The dipole of an adatom on jellium: limits, scaling and crossovers

Conventions. Jellium fills z < 0 with uniform positive charge, and z points into the vacuum. V is the electrostatic potential relative to the metal interior, Φ the work function as an energy, e > 0 the elementary charge, a0 = 52.9 pm, and 1 D = 3.336×10⁻³⁰ C m. A dipole p is positive when its positive end points outward. The inputs are approximate values from self-consistent density-functional work. For r_s = 2 the image plane lies at z_im ≈ 1.6 a0 (Lang and Kohn, 1973) and a Cl nucleus at d ≈ 2.6 a0 (Lang and Williams, 1978). The 3p resonance of Cl lies below the Fermi level, so the first model is a point ion with q = −e.

1. The central result

A weak uniform normal field induces a charge σ n1(z) per volume, with ∫ n1 dz = 1. Its centroid ∫ z n1 dz defines z_im. Place N ions per area at height d and average over the plane.

Predict: what perturbation do the electrons below d feel on average?

They feel a uniform field, the same as from a distant plate. If all electrons lie below d and respond linearly, the screening charge is −Nq n1(z), whatever d is. For a neutral layer two integrations of Poisson's equation give V(∞) = (1/ε0) ∫ z ρ dz, so

p = q s, with s = d − z_im,
ΔΦ = −e V(∞) = −e N p/ε0.

An anion has p < 0 and raises Φ. With s = 1.0 a0 the model gives p = −8.5×10⁻³⁰ C m = −2.5 D, and ΔΦ = +0.96 eV at N = 10¹⁸ m⁻². A shift of 0.1 a0 in either input changes these by 10 per cent. Measuring the height from the background edge would inflate them by 2.6.

2. Dimensional analysis

Jellium has one parameter. The density is n0 = 3/[4π(r_s a0)³] = 2.0×10²⁹ m⁻³, and every surface length is a0 times a function of r_s. One such length is the Thomas-Fermi length, λ² = 2ε0E_F/(3n0e²), or λ = 0.64 √r_s a0, here 0.90 a0 = 48 pm. It sets the scale of the width w of n1. The adatom adds q, s and a polarisability volume α′ = α/(4πε0). The layer adds N and the observer adds a distance r.

Predict: which dimensionless groups can correct p = qs?

At given r_s they are s/w, q/(e n0 s³), α′/s³, α′N^(3/2) and Ns². The field of a single adatom depends also on s/r. Each group is taken in turn.

3. Distance of the observer, s/r

Put the origin on the image plane below one adatom. Above all charge, each lateral Fourier component obeys Laplace's equation, V(k, z) = A(k) e^(−kz). The k = 0 component is the integral of V over the plane, and section 1 fixes it at A(0) = p/ε0.

Predict: does the distant field belong to a dipole p or to something larger?

At large r only small k survives. Since ∫ d²k/(2π)² e^(ik·ρ − kz) = z/(2πr³),

V → p z/(2πε0 r³) = 2p cosθ/(4πε0 r²).

This is the field of a free dipole 2p. The argument used only the continuity of A at k = 0, so it holds beyond linear response. The second p comes from the lateral spread of the screening charge. For a sharp conductor that charge is σ(ρ) = −qs/[2π(ρ² + s²)^(3/2)]. Its potential is even in z, and at large r it equals [−q/r + qs|cosθ|/r²]/(4πε0). The ion gives [q/r + qs cosθ/r²]/(4πε0). The s-terms add in vacuum and cancel in the metal.

For the sharp conductor A(k) = q sinh(ks)/(ε0k), and the expansion in Legendre polynomials runs

V = (2qs/4πε0r²) [P1(cosθ) + (s/r)² P3(cosθ) + …].

On the axis V = 2qs/[4πε0(z² − s²)], which exceeds the dipole term by 10 per cent at z = √11 s = 3.3 s. As z → s the bare ion, q/[4πε0(z − s)], takes over. At z = 1 nm above Cl the model gives V = −0.15 V with a correction of 0.3 per cent. A diffuse surface can add a term of relative order w²/(sr), whose coefficient depends on the surface and is not computed here.

Predict: a circular island of radius L carries N adatoms per area. What is V on its axis?

Integrating the 2p field over the disc gives

V(z) = (Np/ε0) [1 − z/√(z² + L²)].

For z ≪ L this is (Np/ε0)(1 − z/L), the work-function step with p. For z ≫ L it is NπL² · 2p/(4πε0z²), a sum of image dipoles. The halfway point is z = L/√3. A layer of free dipoles 2p would have a step 2Np/ε0 shared equally between its two sides, and only the vacuum half is real. A dipole quoted as μ = 2p, here −5.1 D, therefore goes with ΔΦ = −eNμ/(2ε0).

4. Height, s/w

At d = 2.6 a0 some electron density lies beyond the nucleus. The screened interaction of two test charges is symmetric in linear response. The potential at a distant plate due to a sheet at d therefore follows from the potential at d due to charge Σ per area on the plate. The latter obeys V″ = Σ n1/ε0 with V(−∞) = 0, hence

p(d) = q ∫ from −∞ to d of (d − z) n1(z) dz = q [s + ∫ from d to ∞ of (z − d) n1(z) dz].

Predict: does the tail raise or lower |p|?

Where n1 > 0 the added integral is positive, so |p| rises. Take the illustrative shape n1 = sech²[(z − z_im)/2w]/(4w). Then p = q w ln(1 + e^(s/w)), with three regimes:

s ≫ w: p = q [s + w e^(−s/w)]
|s| ≪ w: p = q [w ln 2 + s/2 + s²/(8w)]
s ≪ −w: p = q w e^(s/w)

The dipole does not vanish at the image plane, where it is 0.69 qw. It fades inside the metal, where real jellium replaces the exponential by Friedel oscillations. The correction reaches 10 per cent at s = 1.7 w. Two assumed widths of the order of λ, w = 0.5 a0 and 0.9 a0, give p/q = 1.06 a0 and 1.26 a0, or −2.7 D and −3.2 D. Cl sits in this crossover.

5. Charge and density, q/(e n0 s³)

Linear response needs small q. Under the ion |σ(0)| = |q|/(2πs²) = 9.1 C m⁻², whereas a layer of thickness λ holds e n0 λ = 1.54 C m⁻², a ratio of 5.9. An anion at this height cannot be screened by a small depletion.

For the leading correction let the local centroid move outward by δz = −γσ/(e n0), where γ is a pure number. The combination σ/(e n0) is a length. A sharp-edged Thomas-Fermi metal gives γ in closed form. With v = eV/E_F and z in units of λ,

v″ = (2/3)[(1 + v)^(3/2) − 1] = v + v²/4 + …,

so v′² = v² + v³/6. The centroid lies at depth v/v′ = 1 − v/12, taken at the edge. There v′ = −2σ/(3 e n0 λ) and v ≈ v′, so δz = λv/12 and γ = 1/18. The low-density tail of a self-consistent surface is far easier to move, and γ ≈ 7 is taken as a typical input for r_s = 2.

Predict: σ varies across the surface. What is its average, weighted by itself?

∫σ² dA/∫σ dA = σ(0)/4 = −q/(8πs²). For s ≫ w the response is local, and with 8πn0 = 6/(r_s a0)³

δp/p = −δz/s = −(γ/6)(q/e)(r_s a0/s)³.

The screening length has dropped out. A cation pulls the centroid out and loses dipole. An anion pushes it in and gains. At fixed γ and s the correction grows as r_s³, so the linear result is a high-density limit, though γ itself depends on r_s. For q = −e and γ = 7 the correction is +9.3 (a0/s)³, and it falls to 10 per cent at s = 4.5 a0, or d = 6.1 a0. This crossover depends on γ only through its cube root. At s = a0 the same bound would need |q| near 0.01 e. For a unit charge there the series is useless, and the value 9.3 only signals that.

6. Polarisability, α′/s³

The image −q lies 2s below the ion and gives a normal field −q/(4πε0 · 4s²). An induced dipole m adds directly to p, since it needs no net screening charge. Its image is parallel to it and gives a field 2m/[4πε0(2s)³]. With u = α′/(4s³) the condition m = αE reads m = −qsu + um, and

p = qs + m = qs (1 − 2u)/(1 − u).

Predict: in which direction does this act for Cl?

It always reduces |p|. For small u, p = qs(1 − u − u² …). The anion's cloud leans toward the metal. Take α′ ≈ 3×10⁻³⁰ m³ = 20 a0³, typical of Cl⁻ in crystals, or α = 3.3×10⁻⁴⁰ C m² V⁻¹. Then u = 5.1 (a0/s)³. The reduction is 10 per cent at u = 1/11, s = 3.8 a0. The formula changes sign at u = 1/2, s = 2.2 a0, and diverges at u = 1, s = 1.7 a0. The divergence and all of u > 1 are artefacts of a point dipole, because a typical Cl⁻ radius of 0.18 nm is 3.4 a0 and the ion overlaps the surface well before then. This correction and that of section 5 both fall as s⁻³. They add for a cation and partly cancel for an anion.

7. Coverage, α′N^(3/2) and Ns²

Predict: for rigid ions in linear response, at what coverage does ΔΦ ∝ N fail?

It never fails, because screening charges superpose. On a square lattice the non-uniform part of V decays as e^(−Gz) with G = 2π√N, and 1/G = 0.16 nm at 10¹⁸ m⁻². Curvature in ΔΦ(N) arises only if p itself responds to the neighbours.

Predict: do the neighbours act with p or with 2p?

They act through their vacuum field, so with 2p. A neighbour at lateral distance b and its image give a normal field −2qs/[4πε0(b² + 4s²)^(3/2)] at the ion. Expanding in s/b and summing over the lattice,

E = −(2p C3 N^(3/2)/4πε0) [1 − 6(C5/C3) Ns² + …],

where Cn = Σ′(i² + j²)^(−n/2) over integer pairs, C3 = 9.03 and C5 = 5.09. The bracket is 1 − 3.4 Ns², which differs from one by 0.9 per cent at 10¹⁸ m⁻². For Ns² ≫ 1 the field becomes that of the image sheet, −Nq/(2ε0). The two limits meet at Ns² = (π/C3)² = 0.12, or 4.3×10¹⁹ m⁻². Touching ions of radius 0.18 nm reach only 7.7×10¹⁸ m⁻², so the dipole regime covers every attainable coverage.

Let α′ now stand for the response of the whole adsorbate dipole, dp/dE = 4πε0α′, and assume the same value as before. Then p = p0 + 4πε0α′E gives

ΔΦ = −(eNp0/ε0)/[1 + (N/N*)^(3/2)], N* = (2C3α′)^(−2/3) = 7.0×10¹⁸ m⁻².

At small N the relative correction is −(N/N*)^(3/2). It is 5.4 per cent at 10¹⁸ m⁻², which lowers 0.96 eV to 0.91 eV. The reduction reaches 10 per cent at 1.6×10¹⁸ m⁻². The formal maximum lies at 2^(2/3) N* = 1.1×10¹⁹ m⁻² and is followed by a decline as N^(−1/2), both beyond the packing limit.

8. What survives for Cl

The heights at which each single-ion correction reaches 10 per cent are:

tail overlap, raises |p|: s = 1.7 w
nonlinear screening, raises |p| for an anion: s = 4.5 a0
polarisation, lowers |p|: s = 3.8 a0

Predict: which statements remain valid at s = 1.0 a0?

The Helmholtz relation ΔΦ = −eNp/ε0 and the far field of 2p rest on electrostatics and hold for the true p, the first moment of the full charge rearrangement. The factorisation p = q(d − z_im) is an asymptotic law for large s. At the Cl site the tail term is 6 to 26 per cent, and the two s⁻³ terms formally exceed the leading term. Pauli repulsion between the closed shell and the surface tail, left out above, pushes electrons inward and adds a positive dipole of unknown size here. An effective charge p/s absorbs all of these effects and should not be read as an orbital occupancy.

The values −2.5 D and +0.96 eV per 10¹⁸ m⁻² belong to the point-ion model, which supports a sign and an order of magnitude. As typical knowledge, self-consistent calculations for this system give a dipole near −1.6 D, so the model overshoots by a factor of about 1.6, and it overshoots by several times more for Cl on real close-packed metals, where a few tenths of a debye is usual.